## One oscillator, and the rows that refuse it: the optical spectrum of GaSb

At a photon energy of 8.0 eV the absorption of gallium antimonide goes the wrong way. From 5.2 eV on, the imaginary part of the dielectric function falls from row to row, down to 1.97 at 7.6 eV. Then it rises to 2.30, and afterwards it falls again. The step is small beside the great peaks at lower energy, and it is easily taken for a slip. It probably has the same kind of cause as those peaks.

Dielectric function of zincblende GaSb (cubic a = 6.132 Å), calculated with Ansatz 0.2.0 using the r2SCAN functional, scalar-relativistic PAW, a 500 eV plane-wave cutoff and a 10×10×10 k mesh for the ground state. The spectrum treats electrons as independent particles, without local fields or excitons, and is broadened by 0.1 eV.

| photon energy (eV) | dielectric imaginary xx | dielectric real xx |
| --- | --- | --- |
| 0 | 0 | 15.5 |
| 0.4 | 0.32 | 16.4 |
| 0.8 | 1.57 | 16.7 |
| 1.2 | 2.34 | 18.2 |
| 1.6 | 5 | 22.4 |
| 2 | 18.4 | 16.8 |
| 2.4 | 13.8 | 10.6 |
| 2.8 | 11.7 | 11.2 |
| 3.2 | 15.7 | 12.5 |
| 3.6 | 20 | 11.3 |
| 4 | 29.6 | -7.90 |
| 4.4 | 12.8 | -6.94 |
| 4.8 | 11.1 | -4.78 |
| 5.2 | 12 | -5.42 |
| 5.6 | 6.96 | -6.81 |
| 6 | 5.03 | -5.72 |
| 6.4 | 3.8 | -4.90 |
| 6.8 | 2.93 | -4.10 |
| 7.2 | 2.37 | -3.37 |
| 7.6 | 1.97 | -2.64 |
| 8 | 2.3 | -2.48 |
| 8.4 | 1.88 | -2.31 |
| 8.8 | 1.51 | -2.18 |
| 9.2 | 1.3 | -1.90 |
| 9.6 | 1.05 | -1.66 |
| 10 | 1.01 | -1.42 |
| 10.4 | 0.77 | -1.36 |
| 10.8 | 0.64 | -1.09 |
| 11.2 | 0.59 | -0.92 |
| 11.6 | 0.55 | -0.75 |
| 12 | 0.53 | -0.67 |
| 12.4 | 0.47 | -0.59 |
| 12.8 | 0.4 | -0.50 |
| 13.2 | 0.33 | -0.42 |
| 13.6 | 0.25 | -0.30 |
| 14 | 0.27 | -0.17 |

The column "dielectric imaginary xx", here $\varepsilon_2$, measures how strongly the crystal absorbs light of photon energy $E$. The column "dielectric real xx", here $\varepsilon_1$, measures how strongly it polarises in step with the field. The crystal is cubic, so one direction stands for all. The calculation treats each absorption as one electron lifted from a filled band to an empty one, without attraction to the hole left behind.

### A smooth spectrum to compare with

Whether a row breaks a pattern depends on the pattern. The simplest one with physical content replaces all valence electrons by a single damped oscillator. Each pair of atoms brings eight s and p electrons, which fill the bonding bands. Light lifts them into antibonding bands, and the oscillator pretends that every such lift costs about the same energy $E_0$.

The density $n$ of these electrons fixes a plasma energy $E_p$ through $E_p^2 = 4\pi n e^2\hbar^2/m$, where $e$ and $m$ are the charge and mass of the electron. For this cell $E_p$ is 13.8 eV. The static value $\varepsilon_1(0)$ then gives the mean gap:

$$E_0=\frac{E_p}{\sqrt{\varepsilon_1(0)-1}}=\frac{13.8\ \text{eV}}{\sqrt{15.5-1}}\approx 3.6\ \text{eV}.$$

This is far above the smallest gap of the same calculation, 0.41 eV. The smallest gap belongs to one point of the Brillouin zone, whereas the polarisability is made by electrons throughout the zone.

The absorption of the oscillator is

$$\varepsilon_2(E)=\frac{A\,E_p^2\,\Gamma E}{(E_0^2-E^2)^2+(\Gamma E)^2}.$$

The width $\Gamma$ (2.9 eV) and the scale factor $A$ (1.14) come from a least-squares fit to $\varepsilon_2$ in all 36 rows. They can partly make up for each other, so neither is read as a property of GaSb. A factor above 1 is no surprise: the calculation carries 28 electrons a cell, the filled d shells included, and the sum rule over the table already counts about 8.6 electrons a cell up to 14 eV. The typical miss is 3, about a tenth of the highest peak.

For the row that opened this section the estimate runs

$$\varepsilon_2(8.0)=\frac{1.14\times13.8^2\times2.9\times8.0}{(3.6^2-8.0^2)^2+(2.9\times8.0)^2}\approx1.6.$$

The calculation gives 2.3, some 40 % more. This row was part of the fit, but its small value hardly steers it. In the three rows just before it, from 6.8 to 7.6 eV, the oscillator is right to within 2 %, so the break is abrupt.

### Three larger breaks at lower energy

Held against this curve, three other rows stand out: those at 2.0, 4.0 and 5.2 eV. Their excesses are about 8, 12 and 4, against 0.7 at 8.0 eV. Relative to the smooth curve the four are much more alike, between roughly 40 and 75 %. The late step looks minor mainly because it sits on a low background.

The strength in the peaks is missing elsewhere. At 2.8 and 3.2 eV, between the two main peaks, the oscillator absorbs too much, by about 7 and 6. A single oscillator spreads evenly what the crystal gathers at particular energies. The question is therefore why transitions gather.

### Why transitions gather at certain energies

A photon carries almost no momentum on the scale of a crystal. It lifts an electron straight up in the band diagram, from a filled to an empty state with the same wave vector. The absorption at energy $E$ thus depends on how many wave vectors have two bands exactly $E$ apart, and on how readily light couples the two states.

Where the upper band climbs away from the lower one, the separation changes quickly with wave vector, and each energy collects only a thin slice of the zone. Where the two bands run parallel, the separation hardly changes over a wide region. All electrons in that region then absorb at nearly the same energy, and $\varepsilon_2$ has a peak. Neither band needs to be flat for this; it is enough that both bend together.

In zincblende semiconductors the first such region lies along the lines from the centre of the zone towards its hexagonal faces. There the highest filled and the lowest empty band stay nearly parallel over a long stretch. The first strong peak, called $E_1$ and here at 2.0 eV, is assigned to this region. The second, called $E_2$ and here at 4.0 eV, is assigned to a larger region further out in the zone, which fits its greater height.

The rise at 5.2 eV is ascribed to transitions into the next higher empty bands. The table holds only sums over the whole zone, so it shows where the peaks are but not which wave vectors make them. The assignments rest on what is known of this family of crystals.

The opposite case appears at the low end. Just above the gap only electrons near the zone centre can absorb, and the lowest empty band curves so steeply there that few states take part. The absorption at 0.8 and 1.2 eV stays at about half the smooth curve, partly for this reason and partly because the wide oscillator has a long tail at low energy. At 0.4 eV, just under the gap, the crystal should not absorb at all; the 0.32 in the table is the tail of the broadening applied to the curve. The measured gap is roughly 0.8 eV, so the calculated onset lies too low, as is common with functionals of this kind; the cell is also slightly larger than the measured one, which is expected to narrow the gap as well. Spin–orbit coupling, which is not included, would be expected to lower it further.

### What begins at 8 eV

Beyond the main peaks, the transitions between the upper filled and the lowest empty bands are gradually used up. The absorption falls steeply because fewer pairs of states are left at such large separations, and because the same momentum matrix element counts for less in $\varepsilon_2$ at higher photon energy. A rise within this fall suggests that a further group of transitions has come into reach.

The size of the break does not hang on the oscillator. A power law drawn through the rows at 5.6 and 7.6 eV alone, and so blind to what follows, also leaves the 8.0 eV row standing about 40 % above it. Both smooth curves stay below the calculation from there up to 13.2 eV. That looks more like a new channel that opens than like a single narrow line, and a step that lasts over several rows is unlikely to be a ripple of the finite k mesh.

How much of the later absorption belongs to this channel is less certain. The power law keeps its steepness, although the fall in the table was already slowing before 8 eV, and so leaves a large excess up to 14 eV, while the oscillator flattens and leaves little at the end. Which bands are involved is also open. Higher empty bands may have come into reach, or deeper filled bands may have begun to contribute; a breakdown by band pairs would be needed to decide.

### The trace in the real part

Every peak in the absorption leaves a mark in $\varepsilon_1$, because a crystal cannot respond before the field arrives. This requirement is expressed by the Kramers–Kronig relation, in which $E'$ runs over all photon energies and $P$ marks the principal value of the integral:

$$\varepsilon_1(E)=1+\frac{2}{\pi}\,P\!\int_0^\infty\frac{E'\,\varepsilon_2(E')}{E'^2-E^2}\,dE'.$$

Absorption above the photon energy adds to $\varepsilon_1$, and absorption below it subtracts. In the language of springs, electrons driven below their resonance follow the field, and electrons driven above it move against it. The real part thus rises towards a peak and drops through it.

The first peak shows this clearly: $\varepsilon_1$ reaches 22.4 at 1.6 eV and has fallen to 10.6 at 2.4 eV. Across the second peak it changes sign, from 11.3 at 3.6 eV to −7.9 at 4.0 eV. The third peak interrupts the recovery, and $\varepsilon_1$ sinks once more between 4.8 and 5.6 eV.

At 8.0 eV the mark is fainter but of the same kind. The real part climbs from −3.37 to −2.64 in the step before, and then only to −2.48. The two columns are tied together by the relation above, so this does not confirm the break independently. It shows what to look for when only one of the two curves is at hand.

The oscillator also predicts $\varepsilon_1$, with the constants already fixed. From 6 eV upwards, where $\varepsilon_1$ itself runs from −5.72 to −0.17, it misses by less than 0.7, because the exact positions of the main resonances matter less and less as the photon energy climbs above them. What still matters is the total strength, which the fitted scale factor has already taken up, and at 13.2 eV the miss is still about a third of the small value. The calculated $\varepsilon_1$ counts only the bands that were solved. Transitions to still higher bands would raise it, which matters most near 14 eV, where it is close to zero. Near the peaks the oscillator fails badly, by about 10 at 3.6 eV. Even at zero energy it is too high by 2, since the fitted scale factor was applied after $E_0$ had been set.

For GaSb a one-oscillator description is therefore a poor choice in the visible and near ultraviolet, where it misses whole peaks. A separate oscillator for each peak should come closer, but it has a limit of its own: a damped oscillator absorbs a little at every photon energy, even below the gap, where the crystal should not.

### Why the first peak counts for so much

At zero photon energy the relation weights the absorption by $1/E'$. The total strength of the electrons, by contrast, is found by weighting the absorption with $E'$. A given strength at 2 eV therefore adds four times as much to the static constant as the same strength at 4 eV. The rows below 3 eV hold only 14 % of the strength up to 14 eV, yet they supply 47 % of the static polarisability; with rows this far apart both shares are rough.

Weighted by $1/E'$, the excess of about 8 at 2.0 eV outweighs the excess of about 12 at 4.0 eV. For the static constant the break at 2.0 eV is thus the one that most deserves care, and two omissions of the calculation bear directly on it. Spin–orbit coupling, absent here, splits this peak into two in the real crystal. The attraction between electron and hole, also absent, usually strengthens it relative to the second peak. The position and height of the excess at 2.0 eV describe this calculation, and the measured peak may differ in both.

The rows, 0.4 eV apart, also locate each peak only coarsely, since the true maximum may lie between two of them. A smaller shoulder sits at 10.0 eV, where $\varepsilon_2$ slips only from 1.05 to 1.01 before dropping to 0.77, and $\varepsilon_1$ then climbs only from −1.42 to −1.36. It lies beyond rounding but is one row wide. The spectrum was summed on one k mesh, 1.5 times as dense as that of the ground state, with no denser one to compare, so a weak gathering of transitions cannot be told from a ripple of the sampling. The last rise in the table, from 0.25 to 0.27 at 14 eV, is only two units of the last printed digit, and no row follows to show whether it lasts, so it is given no cause here. The four larger breaks are well above that level. They most likely mark energies at which the crystal offers many transitions at once, or begins to offer a new set.
